Reading the couplings of a four-spin ring from two Krylov-type energies

Four spins 1/2 sit on a ring, with ħ = 1, site 5 ≡ site 1 and energies in meV:

H = Σ_i [J⊥(Sx_i Sx_(i+1) + Sy_i Sy_(i+1)) + Jz Sz_i Sz_(i+1)] + J2(S1·S3 + S2·S4).

A calculation starts from the Néel state φ = |↑↓↑↓⟩ and reports the mean energy m1, the two-step Krylov energy E_K and the connected-moments energy E_C. The values are made for this exercise and rounded to 0.01 meV:

m1 = −10.30, E_K = −15.74, E_C = −18.31.

The task is to find J⊥, Jz and J2.

Step 1: the two estimates

For normalised φ let m1 = ⟨H⟩, k2 = ⟨(H − m1)²⟩ and k3 = ⟨(H − m1)³⟩.

Predict: in an orthonormal basis of span(φ, Hφ), where do k2 and k3 enter the 2×2 matrix of H?

The second vector is χ = (H − m1)φ/√k2. Then ⟨φ|H|χ⟩ = √k2 and ⟨χ|H|χ⟩ = m1 + a, with a = k3/k2. The shift λ = E − m1 obeys λ² − aλ − k2 = 0, and the lower root is

E_K = m1 + (k3 − √(k3² + 4k2³))/(2k2).

As a Rayleigh–Ritz value, E_K ≥ E0, the ground energy. For k3 > 0 and k3² ≫ k2³,

E_K = m1 − k2²/k3 + k2⁵/k3³ − …

The first two terms are E_C = m1 − k2²/k3, the second-order value of the connected-moments expansion (CMX; Cioslowski, 1987). It is no expectation value of H, so it carries no variational bound.

Step 2: back to the moments

Let x = m1 − E_K and y = m1 − E_C = k2/a.

Predict: which is larger, and how many pairs (k2, k3) fit given x and y?

Putting λ = −x and k2 = ay into the quadratic gives x² = a(y − x). Hence y > x for a > 0, and the solution is unique:

a = x²/(y − x), k2 = ay, k3 = a·k2.

With x = 5.44, y = 8.01 and y − x = 2.57 meV: a = 11.515 meV, k2 = 92.24 meV², k3 = 1062 meV³. The ratio k3²/k2³ = a/y = 1.44 is below 4, the value above which the series of step 1 converges. E_C is therefore far from E_K, and this is what makes it an independent datum.

Step 3: moments of the ring

Predict: which states does H reach from φ, and what does J2 do there?

The transverse term (J⊥/2)(S+S− + S−S+) swaps the antiparallel spins of a bond. The four bonds give |↓↑↑↓⟩, |↑↑↓↓⟩, |↑↓↓↑⟩ and |↓↓↑↑⟩, each with amplitude J⊥/2. Their normalised sum χ (for J⊥ > 0) couples to φ with strength J⊥ and has zero Jz energy. In φ and in χ both diagonal pairs are triplets, S·S = 1/4, so J2 adds J2/2 to each. Thus

m1 = −Jz + J2/2, k2 = J⊥², a = Jz.

This gives Jz = 11.515, |J⊥| = 9.604 and J2 = 2(m1 + a) = 2.430 meV, with anisotropy Δ = Jz/|J⊥| = 1.199. An isotropic ring would need x² = y(y − x), that is x/y = (√5 − 1)/2 = 0.618; the data give 0.679.

Step 4: how the rounding carries through

Predict: which coupling is least well fixed?

Differentiating with δx = δm1 − δE_K and δy = δm1 − δE_C:

δJz = 4.23 δm1 − 8.71 δE_K + 4.48 δE_C
δ|J⊥| = 2.36 δm1 − 3.63 δE_K + 1.27 δE_C
δJ2 = 10.47 δm1 − 17.43 δE_K + 8.96 δE_C

With each datum off by at most 0.005 meV, the linearised worst case gives Jz = 11.52 ± 0.09, |J⊥| = 9.60 ± 0.04 and J2 = 2.43 ± 0.18 meV. J2 suffers most, being twice a small difference. The errors of Jz and |J⊥| move together, so the same analysis leaves Δ = 1.199 ± 0.005, which excludes Δ = 1 within this model.

The amplification comes from dividing by y − x = x²/a. For large Δ this tends to |J⊥|/Δ³: in the CMX limit the two energies merge, only k2²/k3 stays well determined, and the inversion becomes ill-conditioned.

Step 5: uniqueness

Three ambiguities remain. Rotating spins 2 and 4 by π about z reverses J⊥ and changes φ only by a phase, so no moment gives its sign. A constant ε added to H reads as a change 2ε in J2. A staggered field −h(Sz_1 − Sz_2 + Sz_3 − Sz_4), with h in meV, lowers φ by 2h and leaves χ alone, so the data fix only Jz + 2h; at fixed Jz + 2h the field first shows in the fifth central moment, J⊥²[a³ + 4(a + h)J⊥²].

Step 6: the exact energy

Predict: does E_C, lying below E_K, also lie below E0?

With h = 0, Hχ contains the other Néel state φ′ = |↓↑↓↑⟩ with amplitude J⊥, and φ, χ, φ′ span a closed space. The combination (φ + φ′)/√2 couples to χ with √2 J⊥, so

E0 = m1 + a/2 − √(a²/4 + 2k2) = −19.29 ± 0.02 meV,

the lowest of all 16 levels for these couplings. The errors against this exact solution are 3.55 meV for E_K and 0.98 meV for E_C, both estimates lying above it.

For E_C that side is not guaranteed. The shift z = m1 − E0 is the positive root of z² + az − 2k2, and at z = y this polynomial equals J⊥²(1/Δ² − 1). So E_C is above E0 for Δ > 1, equal to it at Δ = 1, and below it for 0 < Δ < 1. At large Δ both estimates lower m1 by J⊥²/Jz while the exact lowering is 2J⊥²/Jz, because neither reaches the degenerate partner φ′.